**Question**

The table lists orbital energies of F₃Si–SiH₃, a disilane with fluorine on one silicon and hydrogen on the other, from three density functionals. r2SCAN is semilocal: it has no exact exchange. r2SCANh adds 10 % of it at every distance. wB97X-V has 17 % at short distance, rising to 100 % at long distance. Index 0 is the highest occupied orbital.

Kohn–Sham orbital energies of F₃Si–SiH₃ (point group C3v, gas phase), calculated with Ansatz 0.2.0 using three functionals and the def2-TZVPP basis at the same PBE0-D4/def2-TZVP geometry. Orbitals are counted from the HOMO (index 0; the LUMO is 1) and matched between functionals by their order in energy, not by their character.

| orbital index | r2SCAN (eV) | r2SCANh (eV) | wB97X-V (eV) | wB97X-V less r2SCAN (eV) |
| --- | --- | --- | --- | --- |
| -15 | -32.39 | -33.64 | -37.02 | -4.63 |
| -14 | -31.68 | -32.92 | -36.24 | -4.56 |
| -13 | -31.68 | -32.92 | -36.24 | -4.56 |
| -12 | -15.29 | -16.08 | -19.74 | -4.45 |
| -11 | -14.18 | -14.92 | -18.51 | -4.33 |
| -10 | -13.03 | -13.84 | -17.29 | -4.25 |
| -9 | -13.03 | -13.84 | -17.29 | -4.25 |
| -8 | -12.19 | -12.98 | -16.50 | -4.30 |
| -7 | -11.63 | -12.44 | -15.88 | -4.25 |
| -6 | -11.63 | -12.44 | -15.88 | -4.25 |
| -5 | -11.01 | -11.80 | -15.18 | -4.17 |
| -4 | -11.01 | -11.80 | -15.18 | -4.17 |
| -3 | -10.54 | -11.32 | -14.67 | -4.14 |
| -2 | -9.49 | -9.99 | -13.00 | -3.51 |
| -1 | -9.49 | -9.99 | -13.00 | -3.51 |
| 0 | -8.37 | -8.86 | -11.71 | -3.34 |
| 1 | -0.87 | -0.58 | 1.82 | 2.69 |
| 2 | -0.87 | -0.57 | 1.82 | 2.69 |
| 3 | 0.14 | 0.42 | 2.60 | 2.46 |

Consider the occupied levels, index 0 and below. (a) A process engineer wants to correct an r2SCAN level diagram by moving all occupied levels down together, so that the highest one agrees with wB97X-V. Which rows defeat this plan? (b) Size the break against a smooth dependence on depth. (c) Explain it, and use r2SCANh to test the explanation.

**Model answer**

(a) Row 0 drops by 3.34 eV on going from r2SCAN to wB97X-V, and the pair -2 and -1 by only slightly more, 3.51 eV. From row -3 downwards every level drops by at least 4.14 eV. A common shift taken from row 0 would therefore leave all these deeper levels at least 0.8 eV too high, judged by wB97X-V. The break lies between rows -3 and -2, whose distance grows from 1.05 to 1.67 eV.

(b) Some growth of the drop with depth is already visible in rows -12 to -3, apart from a small irregularity at row -8. A straight line describes it:

$$\Delta = a + b\,\varepsilon$$

Here $\Delta$ is the column "wB97X-V less r2SCAN" and $\varepsilon$ the r2SCAN energy. Least squares on these ten rows gives $a=-3.58$ eV and $b=0.055$, with a typical misfit of 0.03 eV.

Row -2 was not part of the fit and lies only 1 eV above its upper end. The line predicts

$$\Delta = -3.58 + 0.055\times(-9.49) \approx -4.10\ \text{eV},$$

whereas the table has -3.51 eV. The level thus drops 0.6 eV less than its depth suggests, about twenty times the misfit inside the fitted group. For row 0 the break is 0.7 eV. A flatter line that also takes in the three deepest rows raises the two values to 0.7 and 0.8 eV, so the break survives the choice of line.

(c) The break comes where the character of the orbitals changes. Symmetry, the count of valence orbitals and the looser hold of silicon and hydrogen on their electrons point to a Si–Si bond in row 0, Si–H bonds in the pair below it, and a fluorine lone pair in row -3. The deepest three levels are fluorine 2s. Lone pairs on fluorine are compact, while electrons in Si–H and Si–Si bonds occupy more room.

Size matters because an electron should not repel itself. The classical repulsion energy of the electron density contains such a self-repulsion, and exact exchange cancels it. Semilocal exchange removes its effect on the orbital energies only in part, which leaves occupied levels too high. Admixing exact exchange lowers them, and lowers compact ones more. What counts is mainly the size on each atom, even though row -3 is spread over three fluorine atoms: the exact-exchange operator stays the same when the occupied orbitals are recombined into lone pairs on single atoms.

A hydrogen-like ion with a single electron shows the rule in its simplest form. Doubling the nuclear charge halves the radius of the orbital and doubles the repulsion of its density with itself. The part that semilocal exchange fails to remove from the orbital energy grows in about the same way. The analogy ends there, because in the molecule other electrons respond and orbitals mix, so it gives the direction of the effect and not its size.

r2SCANh provides the test, since it differs from r2SCAN by the 10 % of exact exchange. It lowers row -3 by 0.78 eV but row -2 by only 0.50 eV, so the break is there too. Within rows -12 to -3 its effect is almost constant, which speaks for the kind of orbital, not depth, as the cause of the jump. Exact exchange alone is thus enough to produce a break at this place.

How much of the break in wB97X-V does this account for? At every distance that functional has at least 17 % of exact exchange, so the step of 0.28 eV may be scaled: $0.28\times 17/10 \approx 0.48$ eV. The full step is 0.63 eV, so about three quarters is reproduced. The estimate assumes that the effect grows in proportion to the admixture. It also ignores that the two functionals differ in their semilocal parts. For the fluorine 2s levels the same scaling fails: it gives an extra drop of 0.77 eV beyond the average of rows -12 to -3, where wB97X-V has 0.33 eV. The three quarters are therefore a rough guide only.

**Remarks on the reasoning**

*The fluorine 2s levels are the harder test.* r2SCANh lowers them by 1.24 eV on average, far more than any other row. Size alone should not get the credit, because fluorine 2s is only a little more compact than 2p. Exact exchange also acts between different orbitals of the same spin. This part is larger for a 2s electron, which exchanges with all three 2p orbitals of its atom, and it probably contributes to the large drop. A candidate who notes the 100 % in wB97X-V and multiplies by ten would predict a drop of about 12 eV. The table shows about 4.6 eV. The full share of exact exchange applies only at long distance, and the self-repulsion of a compact orbital acts mostly at short distance.

*Their lead over rows -12 to -3 even shrinks.* In r2SCANh the 2s levels drop 0.45 eV more than the average of rows -12 to -3, in wB97X-V only 0.33 eV more. Theory explains why long-range exchange adds little to this lead: the long-range part of the repulsion levels off at small distances, so it hardly distinguishes one compact orbital from another. That the lead becomes smaller may be due to the different semilocal part of wB97X-V, but this is a guess. For the same levels the line of part (b) predicts a drop about 0.7 eV too large, a warning against stretching it far beyond the rows it was made from.

*"Fluorine or not" is too coarse a label.* Counting orbitals shows that rows -12 to -3 must also hold one symmetric Si–H combination, most likely in row -12 or -11. Yet neither row shows the small drop of the Si–H pair. A likely reason is that such a combination draws on silicon 3s, which is more compact than the 3p of the upper pair, and that it can mix with Si–F bonding orbitals of the same symmetry. A good answer therefore asks how compact an orbital is around each atom, and uses the name of the bond only as a first hint.

*What the engineer should take away.* A common shift is tolerable within a group of similar orbitals: across rows -12 to -3 the drops differ by 0.3 eV. Carried over from these rows to the top three levels, it fails by at least 0.6 eV. The yardstick throughout is wB97X-V, not a measured spectrum.
